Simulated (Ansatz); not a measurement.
**Phonon-limited resistivity of Na, calculated with Ansatz**

Space group Im-3m (No. 229), 1 atom in the cell of the first input below: a = 3.614 Å, b = 3.614 Å, c = 3.614 Å, α = 109.47°, β = 109.47°, γ = 109.47°.

The cell was built from a prototype of a structure type listed for this element, relaxed without spin–orbit coupling to zero pressure (pressure 0.0 GPa with this functional, without spin–orbit coupling). Functional: PBEsol.

Input:

```yaml
crystal:
  lattice:
    - [-2.0863276357, 2.0863276357, 2.0863276357]
    - [2.0863276357, -2.0863276357, 2.0863276357]
    - [2.0863276357, 2.0863276357, -2.0863276357]
  atoms:
    - { symbol: Na, position: [0.0, 0.0, 0.0] }
basis:
  ecutwfc: 420
  ecutrho_ratio: 4
kpoints:
  mp_grid: { grid: [12, 12, 12] }
hamiltonian:
  xc: pbesol
scf:
  occupations: { method: methfessel_paxton, width: 0.2 }
output: {}
phonons:
  supercell: [3, 3, 3]
  qpath:
    path:
      - [[0.0, 0.0, 0.0], [0.5, -0.5, 0.5], [0.0, 0.0, 0.5], [0.0, 0.0, 0.0], [0.25, 0.25, 0.25], [0.5, -0.5, 0.5]]
      - [[0.25, 0.25, 0.25], [0.0, 0.0, 0.5]]
    npoints: 6
  electrical_resistivity: { mesh: [24, 24, 24], temperatures: [50, 100, 200, 300, 500] }
  superconductivity: { mesh: [24, 24, 24], eliashberg_equations: false }
```

```bash
ansatz run input.yaml --threads 8 --pin off --max-ram 15360MiB --backend cpu --events-out ev --progress --plain --runs-dir out
```

Time: 40 s on 8 threads of Arm Neoverse V2, with other jobs on the host, peak memory 8.5 GiB.

λ_tr,xx from the finest mesh down: 0.111, 0.117, 0.129. The next coarser mesh moves the resistivity at 300 K by 6 % along the axis that moves most.

The run gives λ_tr,xx = 0.111 and a Drude plasma energy ħω_p,xx = 6.04 eV.

Task: Estimate the resistivity along x at 300 K from the high-temperature formula.

Result: ħ/τ = 2π λ_tr k_B T = 0.0180 eV and ρ = 1/(ε0 ω_p² τ) = 3.67 μΩ cm. The Boltzmann solution gives 3.58 μΩ cm, so the estimate is 2 % high, which is less than the mesh moves the solution along x.

| T (K) | ρ_xx (μΩ cm) | ρ_zz (μΩ cm) | formula, xx | R_H, field along x, y or z (10⁻¹¹ m³/C) |
| --- | --- | --- | --- | --- |
| 50 | 0.28 | 0.28 | 0.61 | -23.2 |
| 100 | 0.99 | 0.99 | 1.22 | -22.8 |
| 200 | 2.32 | 2.32 | 2.45 | -22.6 |
| 300 | 3.58 | 3.58 | 3.67 | -22.6 |

At 300 K the next coarser mesh moves R_H by under 1 %.

A solid of this composition melts, sublimes or decomposes by about 371 K (handbook value), so the run's rows at 500 K, above that, are left out.

At 50 K the solution is 0.47 times the linear formula, and at 300 K 0.98 times. The formula is meant for temperatures above the phonon energies and for bands that vary little within k_B T.

Caveats: not converged in the fine mesh; small supercell, couplings not converged in it.

Sodium comes out here as a nearly free-electron metal with weak electron-phonon coupling. The Hall coefficient stays close to the value for one s electron per atom, and the plasma energy of 6.04 eV is only slightly below the free-electron value at this density, so the band mass is barely enhanced.

The resistivity approaches linearity in temperature once the phonon modes are classically populated. At 50 K it falls to 0.47 times the linear formula because the large-wavevector phonons that deflect electrons through wide angles, including by umklapp processes, are freezing out. The slightly larger Hall coefficient there suggests that scattering becomes less uniform over the Fermi surface.

The room-temperature resistivity of 3.58 μΩ cm is clearly below the measured one. Mesh refinement lowers λ_tr, so it is unlikely to close the gap. A likely contributor is the static PBEsol cell, which is smaller than the real crystal at room temperature and so has stiffer phonons. The close agreement with the formula tests the transport approximation, not the coupling strength both share.
